**Q:** I have band energies of hexagonal diamond from a semilocal functional, and I want the PBE0 ones. Can I just move all the empty levels up by one amount?

Levels of hexagonal diamond (P6_3/mmc, 4 atoms per cell), computed with ABINIT 10.8.3: start levels from AM05, corrected levels from one-shot PBE0 on the AM05 orbitals, each column counted from its own highest filled level. The cell was relaxed with AM05; all steps use PseudoDojo NC SR PBEsol v0.4.1 standard potentials, a 1115.67 eV cutoff and a Γ-centred 7×7×4 k mesh.

| row | state k a (reciprocal cell vector) | state k b (reciprocal cell vector) | state k c (reciprocal cell vector) | state band | state start level (eV) | state corrected level (eV) |
| --- | --- | --- | --- | --- | --- | --- |
| 1 | 0.000 | 0.000 | 0.000 | top filled | 0.000 | 0.000 |
| 2 | 0.000 | 0.000 | 0.000 | first empty | 4.922 | 7.101 |
| 3 | 0.143 | 0.000 | 0.000 | top filled | -0.838 | -0.902 |
| 4 | 0.143 | 0.000 | 0.000 | first empty | 5.051 | 7.207 |
| 5 | 0.286 | 0.000 | 0.000 | top filled | -2.229 | -2.418 |
| 6 | 0.286 | 0.000 | 0.000 | first empty | 4.779 | 6.901 |
| 7 | 0.429 | 0.000 | 0.000 | top filled | -3.086 | -3.357 |
| 8 | 0.429 | 0.000 | 0.000 | first empty | 4.454 | 6.572 |
| 9 | 0.143 | 0.143 | 0.000 | top filled | -2.420 | -2.547 |
| 10 | 0.143 | 0.143 | 0.000 | first empty | 6.211 | 8.496 |
| 11 | 0.286 | 0.143 | 0.000 | top filled | -4.127 | -4.469 |
| 12 | 0.286 | 0.143 | 0.000 | first empty | 5.476 | 7.688 |
| 13 | 0.429 | 0.143 | 0.000 | top filled | -4.642 | -5.038 |
| 14 | 0.429 | 0.143 | 0.000 | first empty | 4.995 | 7.174 |
| 15 | 0.286 | 0.286 | 0.000 | top filled | -6.254 | -6.706 |
| 16 | 0.286 | 0.286 | 0.000 | first empty | 3.527 | 5.632 |
| 17 | 0.000 | 0.000 | 0.250 | top filled | -0.679 | -0.720 |
| 18 | 0.000 | 0.000 | 0.250 | first empty | 5.677 | 7.905 |
| 19 | 0.143 | 0.000 | 0.250 | top filled | -1.518 | -1.626 |
| 20 | 0.143 | 0.000 | 0.250 | first empty | 5.397 | 7.569 |
| 21 | 0.286 | 0.000 | 0.250 | top filled | -2.917 | -3.151 |
| 22 | 0.286 | 0.000 | 0.250 | first empty | 4.828 | 6.948 |
| 23 | 0.429 | 0.000 | 0.250 | top filled | -3.780 | -4.095 |
| 24 | 0.429 | 0.000 | 0.250 | first empty | 4.748 | 6.880 |
| 25 | 0.143 | 0.143 | 0.250 | top filled | -2.997 | -3.198 |
| 26 | 0.143 | 0.143 | 0.250 | first empty | 6.189 | 8.394 |
| 27 | 0.286 | 0.143 | 0.250 | top filled | -3.838 | -4.126 |
| 28 | 0.286 | 0.143 | 0.250 | first empty | 6.146 | 8.367 |
| 29 | 0.429 | 0.143 | 0.250 | top filled | -4.766 | -5.124 |
| 30 | 0.429 | 0.143 | 0.250 | first empty | 5.940 | 8.148 |
| 31 | 0.286 | 0.286 | 0.250 | top filled | -4.890 | -5.278 |
| 32 | 0.286 | 0.286 | 0.250 | first empty | 5.243 | 7.440 |

**A:** That gets the main effect but not the rest. Relative to the top of the filled bands, every empty level rises by 2.1 to 2.3 eV. The filled levels below that edge sink as well, by up to 0.45 eV, and on the whole the deeper ones sink more. So the gap opens and the filled bands also stretch.

**Q:** Why should exact exchange treat filled and empty levels so differently?

**A:** Exact exchange lowers an orbital according to how far it shares the same space with the filled orbitals, and it counts most for filled orbitals of similar shape. A bonding orbital in diamond is itself filled and has many filled bonding orbitals like it. An empty antibonding orbital has nodes where the bonds have their charge, so it gains much less. A semilocal potential acts on both through the same function of position and can't make this distinction. When PBE0 replaces a quarter of the semilocal exchange by exact exchange, filled and empty levels move apart.

**Q:** And the stretching of the filled bands?

**A:** The same argument holds within the filled bands. In a free-electron picture, a state near the bottom has filled states of similar wave vector on all sides, while one at the top has them only on one side. The uniform electron gas shows how large the effect can be. There the exact exchange energy of an orbital runs from $-2k_F/\pi$ at the bottom to $-k_F/\pi$ at the top, in atomic units, where $k_F$ is the largest filled wave number. Local exchange shifts all these states equally, so a quarter of exact exchange widens the band, relative to its width $k_F^2/2$, by

$$\frac{\tfrac14\,k_F/\pi}{k_F^2/2}=\frac{1}{2\pi k_F}.$$

Four valence electrons in 5.63 Å³ make a density $n$ of about 0.11 per cubic bohr. Then $k_F=(3\pi^2 n)^{1/3}\approx1.5$ per bohr, and the stretch is about 11 %. The table gives about 8 % for its filled levels, which are only the highest one at each wave vector and don't reach down to the bottom of the bands. Diamond is no electron gas, so the estimate supports only the sign and the order of magnitude.

**Q:** Then is each shift fixed once I know the energy of the level and whether it is filled?

**A:** Nearly. I fitted the shifts of all 32 rows with two straight lines in the starting energy, one for filled and one for empty levels; the printed output follows this exchange. The typical misfit is 0.02 eV, against 0.10 eV if the filled levels share one constant shift and the empty levels another. The two lines can't be joined into one: the filled line, carried on to the lowest empty level (row 16), gives a rise of 0.28 eV instead of 2.105 eV. That step is the gap opening itself.

**Q:** Which rows don't obey the lines?

**A:** Row 9 stands out most. It starts 0.19 eV deeper than row 5, so it should sink further, yet it sinks 0.06 eV less. The line, which had row 9 among its data, lowers it by 0.19 eV, while the calculation lowers it by only 0.13 eV. The largest misfit among the empty levels, 0.05 eV upwards, is row 10, which belongs to the same wave vector.

**Q:** Couldn't a curve instead of a line take care of that?

**A:** Not for the empty levels. Rows 10 and 26 start only about 0.02 eV apart, but their rises differ by 0.08 eV. Any smooth curve that gave both correctly would need an abrupt step between two almost equal energies. Energy alone therefore does not fix the shift.

**Q:** What else does?

**A:** The shape of the orbital. The correction is the average, over that orbital, of the difference between the PBE0 and AM05 exchange-correlation operators, whereas the energy of the level also contains kinetic and electrostatic parts. Two states can reach the same energy with different mixtures of s and p character, or with lobes pointing along different bonds, and then overlap differently with the filled orbitals. This is how theory accounts for such scatter; I haven't tested it on the orbitals of these rows. Part of the breaks may also be numerical, because exchange converges slowly with the mesh and these settings are not converged to hundredths of an eV.

**Q:** May I use the lines for a wave vector between the mesh points?

**A:** Yes, as a stand-in for the same one-shot calculation, if an error of several hundredths of an eV is acceptable. Against a converged PBE0 gap the error may be larger, because a coarse mesh misjudges exact exchange mainly for the filled levels and so changes the whole gap opening. The case that matters is the conduction minimum, which is known to lie at K, a point this mesh misses. Row 16 is only its nearest neighbour, so the indirect PBE0 gap of 5.632 eV is probably too large. The rise of about 2.1 eV carries over much better: along the empty line, a level starting 0.1 eV lower rises by only about 0.006 eV less.

Numerical output:

```
fit of shift on 32 rows: constant 0.005063 +/- 0.014, coefficient of state_start_level 0.0787 +/- 0.0039, coefficient of emp 1.86 +/- 0.051, coefficient of es -0.01886 +/- 0.01; rms 0.0243, worst 9 -0.0584, leave-one-out rms 0.0286
fit of shift on 32 rows: constant -0.2359 +/- 0.026, coefficient of emp 2.413 +/- 0.037; rms 0.101, worst 1 -0.236, leave-one-out rms 0.107
stretch of the filled levels in percent: 7.87
stretch of the empty levels in percent: 5.984
largest deepening of a filled level in eV: 0.452
smallest rise of an empty level in eV: 2.105
largest rise of an empty level in eV: 2.285
rise of row 2 and so of the direct gap in eV: 2.179
rise of row 16 if the filled line ran on through the gap in eV: 0.2827
rise of row 16 missed by that line in eV: 1.822
computed less fitted change of the filled rows in order in eV: -0.005063, -0.003109, -0.01863, -0.03318, 0.0584, -0.02225, -0.03572, 0.03515, 0.007377, 0.00641, -0.009483, -0.02256, 0.02981, 0.009004, 0.01204, -0.0082
computed less fitted change of the empty rows in order in eV: 0.01963, -0.01109, -0.02881, -0.01336, 0.04849, 0.01948, 0.01526, 0.02911, 0.02345, -0.01579, -0.03374, -0.01696, -0.03019, -0.01162, -0.01229, 0.01842
rms misfit of the filled rows in eV: 0.02472
rms misfit of the empty rows in eV: 0.02384
misfit of row 9 in eV: 0.0584
misfit of row 10 in eV: 0.04849
start level of row 9 less that of row 5 in eV: -0.191
change of row 9 less that of row 5 in eV: 0.062
start level of row 10 less that of row 26 in eV: 0.022
change of row 10 less that of row 26 in eV: 0.08
electron gas estimate of the filled stretch in percent, order of magnitude only: 10.9
```
